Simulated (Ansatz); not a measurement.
## A series in volume scale on Ag

Results calculated with Ansatz 0.2.0, not measured. Periodic Kohn-Sham DFT of a crystal at fixed atoms, scaled to volume_scale times the given cell; pressure positive in compression, energy less spherical unpolarised free atoms, largest_vzz the field gradient of largest size among the nuclei.

The cell before it is scaled or strained (space group Fm-3m, No. 225):
```
Ag
1.0
      0.0000     2.0431     2.0431
      2.0431     0.0000     2.0431
      2.0431     2.0431     0.0000
Ag
1
Direct
  0.00000 0.00000 0.00000
```

Settings of every row: method frozen-core PAW; functional PBEsol; relativity scalar; k mesh 15x15x15; filling fermi-dirac; smearing width 0.03 eV; wave cutoff 420 eV; paw set soft_2.

Atom start moment: 0 on all atoms.

Limits: PAW files made with PBE.

```csv
row,volume scale,V (Å³/atom),pressure (GPa)
1,0.94,16.033,4.89
2,0.96,16.375,1.992
3,0.98,16.716,-0.543
4,0.99,16.886,-1.687
5,1,17.057,-2.756
6,1.01,17.227,-3.753
7,1.02,17.398,-4.684
8,1.04,17.739,-6.359
9,1.06,18.08,?
```

Question: what pressure should row 9 give?

Worked fit of pressure. Take u = (V_r/V)^(2/3) − 1 with V_r = 16.971 Å³ an atom, which is twice the finite (Eulerian) strain; such expansions in the strain, on which the Birch-Murnaghan equation of state is built, carry the rest volume and the bulk modulus. The shown rows have u = 0.03863, 0.02412, 0.01014, 0.00335, -0.00336, -0.00993, -0.01643, -0.02908. Least squares give pressure = −2.2269 + 159.704 × u + 618.68 × u² + 428 × u³ GPa; a parabola predicts inner rows, each left out in turn, worse (root mean square 0.0044 against 0.0019 GPa). The rows lie off it by 0.000, 0.001, 0.000, -0.002, 0.001, -0.001, 0.002, -0.001. The pressure vanishes at u = 0.0133, or V = 16.64 Å³ an atom, and there the bulk modulus at fixed shape and fractions is B = −V dP/dV = (2/3)(1 + u) dP/du = 119 GPa. The withheld row has u = -0.04132, so the fit gives −2.2269 + 159.704 × (-0.04132) + 618.68 × (-0.04132)² + 428 × (-0.04132)³ = -7.800 GPa.

The calculation gave -7.804 GPa. The fit lies 0.004 GPa (0.032 % of the column's range) above it; its largest miss of a shown row is 0.002 GPa. This row lies beyond the range of the fit.
